Titanium is stretched and squeezed here along one edge of its body-centred cubic (bcc) cell while the two other edges keep their length. The strain $\varepsilon$ is the relative change of the strained edge. The stress along the pattern, $\sigma$, is positive when the crystal pulls inward; the pressure $p$ is positive when it pushes outward. Only the row at zero strain is truly cubic, and the others are tetragonal.

Bcc titanium (a = 3.282 Å, not relaxed at this level) is strained along one cube edge, the other two held, in Ansatz 0.2.0 with plane-wave PAW and PBEsol, scalar-relativistic and without spin polarisation. The cutoff is 420 eV, the k mesh 20×20×20 and the Gaussian smearing 0.15 eV. Energies are free energies relative to zero strain, and pressure is positive in compression.

```csv
strain,energy change (meV/atom),tensile stress along pattern (GPa),pressure (GPa)
-0.15,18.1,-13.13,12.65
-0.1125,-19.7,-5.42,6.65
-0.075,-29.8,0.10,1.49
-0.0375,-21.6,3.70,-2.96
0,0.0,6.65,-6.65
0.0375,32.8,9.12,-9.70
0.075,74.8,11.09,-12.21
0.1125,124.0,12.66,-14.29
0.15,179.3,14.09,-16.05
```

**1. Why does the energy fall when the crystal is first squeezed?**

The starting cell is too large for this level of theory. At zero strain the crystal pulls inward with 6.65 GPa on every face, so shortening one edge lets it do work and lowers its energy. The gain ends near the row at −0.075, where the axial stress has almost vanished.

That row is the lowest of the scan, but it isn't a relaxed crystal. Its sides were never allowed to move, and they still push outward with about 2.3 GPa. The minimum belongs to this path, on which only one edge is free.

**2. Is titanium then easier to squeeze than to stretch?**

The end rows seem to say so: a strain of −0.15 costs 18.1 meV per atom, and +0.15 costs 179.3. The starting tension, which helps every compression and hinders every extension, accounts for more than the whole of that contrast. Its share can be worked out and taken off.

Because the sides are held, the cross-section stays constant. A small step $d\varepsilon$ therefore costs the energy

$$dE = V_0\,\sigma\,d\varepsilon ,$$

where $V_0$ = 17.68 Å³ is the volume per atom at zero strain. In handy units, a stress of 1 GPa acting over unit strain does 110.3 meV of work per atom. The starting tension thus accounts for 110.3 × 6.65 × 0.15, or about 110 meV, gained on one side and paid on the other.

Without this share, the squeeze costs 128 meV and the stretch 69 meV. The order is reversed, and compression is the harder direction by a factor of nearly two. This is the usual behaviour of a bonded solid: repulsion between atoms rises steeply as they approach, while their attraction fades gently as they part.

**3. What would change if the scan began from a relaxed cell?**

The slope at zero strain would vanish, and the energy would at first rise in both directions. The size of that cell can be estimated from the table. Interpolation between the rows at −0.075 and −0.0375 puts zero pressure at a strain of about −0.062, which means a volume of 16.6 Å³ per atom.

A cubic cell of that volume has an edge about 2 % shorter than the one used here. The estimate takes pressure to depend mainly on volume. For small distortions this is sound, because in a cubic crystal a change of shape at fixed volume alters the pressure only in second order.

**4. How far does an elastic constant carry?**

An elastic constant is the slope of stress against strain at one point. Here it belongs to a cell already under tension, so it isn't the constant of relaxed bcc titanium. It follows from the rows on either side of zero strain: $C$ = (9.12 − 3.70)/0.075, or 72 GPa. Integrating the stress then gives a parabola for the energy,

$$E(\varepsilon) = V_0\left(\sigma_0\,\varepsilon + \tfrac12 C\,\varepsilon^2\right),$$

with $\sigma_0$ the stress at zero strain. Its constants come from the stresses of the three middle rows, so the end rows are a fair trial of its reach.

At −0.15 the first term in the bracket is −0.998 GPa and the second +0.813 GPa. Their sum, multiplied by 110.3, predicts −20 meV, whereas the calculation gives +18 meV. The parabola has even the sign wrong, because it takes the crystal to be as stiff when squeezed as it is at the start.

The remedy is to let the stiffness change with strain. The same three stresses give its rate of change, about −340 GPa per unit strain, which adds a cubic term to the energy. At +0.15 the prediction then falls within 1 meV of the calculated energy, but at −0.15 it is still 17 meV too low.

The stresses show why the squeezed end escapes. Between the two most compressed rows the axial stress changes at a rate of 206 GPa per unit strain, nearly three times the value at the centre. On the stretched side the rate falls gradually to 38 GPa. It is still positive there, so the greatest tension that the crystal could bear on this path lies beyond the last row.

**5. Does the smooth energy curve mean that the bcc shape is stable?**

It doesn't, and the pressure column reveals why. Pressure is the average push on the three pairs of faces, so the tension on the sides is $(-3p-\sigma)/2$. From −0.0375 to +0.0375 this lateral tension rises from 2.6 to 10.0 GPa. That is a rate of 99 GPa per unit strain, against 72 GPa along the strained edge itself.

Pulling on one edge thus tightens the other two more than the edge that is pulled. Suppose now that the edge is lengthened by $\varepsilon$ and both others are shortened by $\varepsilon/2$, which leaves the volume unchanged to first order. In a cubic crystal the three responses simply add, and the axial tension changes by

$$(72 - 99)\,\varepsilon = -27\,\varepsilon \ \text{GPa}.$$

A stable crystal would pull back harder along the lengthened edge. This one pulls back less, while the tension on its shortened sides grows, so the distortion feeds itself. The scan conceals this because its sides are clamped: every step changes the volume as well as the shape, and the resistance to the change of volume keeps the curve bent upward.

The starting tension doesn't seem to be the cause. The rows at −0.0375 and −0.075 lie on either side of zero pressure, and in both the tension is greater along the shortened edge than on the sides. At fixed volume such a cell would flatten further instead of returning to the cube.

**6. What causes this, and would another element behave differently?**

Joining the atoms by springs shows what needs explaining. Each atom has eight nearest neighbours, which lie along the body diagonals of the cube. A spring along a diagonal pulls equally on all three axes, so springs at their natural length would raise the axial and lateral tension by the same amount. Springs to the next neighbours, which lie along the cube edges, would add to the axial tension alone.

If all these springs were already stretched, as the starting tension suggests, the balance would tilt further towards the axial side. Springs would therefore make the axial response at least as large as the lateral one, and the calculation finds the opposite. That rules out only such simple springs, not every force between pairs of atoms. A likely explanation lies in the electrons, though the scan doesn't show their levels. In bcc titanium the d band is filled only to a region crowded with levels. A distortion splits these levels, pushing some down and others up, and the electrons lower the total energy by occupying the lower ones.

The number of d electrons should then matter more than the size of the atom. Vanadium, the next element, has one more electron and fills the band further, towards a gap in the crowd where there is less to gain from distortion. It is indeed bcc down to low temperature. Zirconium has larger atoms than titanium but as many outer electrons, and at ordinary pressure both metals take this structure only when hot, when the vibrations of the atoms, which are absent from this calculation, stabilise it.

**7. Which digits can be trusted?**

Energies and stresses come out of the calculation separately, so each can be held against the other. Integrating the axial stress from zero strain to the two ends by Simpson's rule gives 179.3 and 18.2 meV, within 0.1 meV of the tabulated energies. The last digit is therefore sound as arithmetic.

As physics it is less secure. The occupation of the electron levels was smeared to make the sums over the mesh converge, and the tabulated energies contain the effect of this smearing. Extrapolating to zero smearing lowers the energy at −0.15 from 18.1 to 14.1 meV, the largest shift in the scan. The lowest row stays the same, and so does the large contrast between the two ends.

A sensible reading keeps the energies to a few meV and the stiffnesses to two figures. Differences between functionals are a separate matter, and agreement between energy and stress can't reveal them. Nor can it reveal the error from the PAW datasets, which were made for the functional PBE but used here with PBEsol.

**8. Where would the crystal go if its shape were set free?**

Comparing the push or pull on the different faces gives the direction. In each stretched row the sides pull inward more strongly than the strained edge, so at fixed volume the cell would grow longer still. That way leads towards the face-centred cubic structure, which the same cell reaches when the strained edge is 1.41 times as long as the others.

On the squeezed side the cell at first wants to flatten further. At −0.1125 the sides push outward with 7.3 GPa and the short edge with only 5.4 GPa. At −0.15 the order has changed: the short edge pushes with 13.1 GPa and the sides with 12.4 GPa. There the cell would rather lengthen again.

Between these rows, near a strain of −0.14, the push must be equal on all faces, at a pressure of roughly 11 GPa. A flattened cell with an edge ratio of about 0.86 could rest there, since the forces on either side point back towards it. A likely reason is crowding: at −0.15 the two neighbours along the short edge have come to 2.79 Å, almost as close as the eight others at 2.71 Å. This remains a guess, since the scan doesn't separate the contributions of the two groups.

The reversal rests on the last row alone, and the volume changes from row to row along with the shape. Whether the flattened cell is a real resting place could be settled by a scan of the edge ratio at fixed volume, followed by a trial of other distortions. Until then it is an open question whether squeezed titanium would stop there or slip past it into another structure.
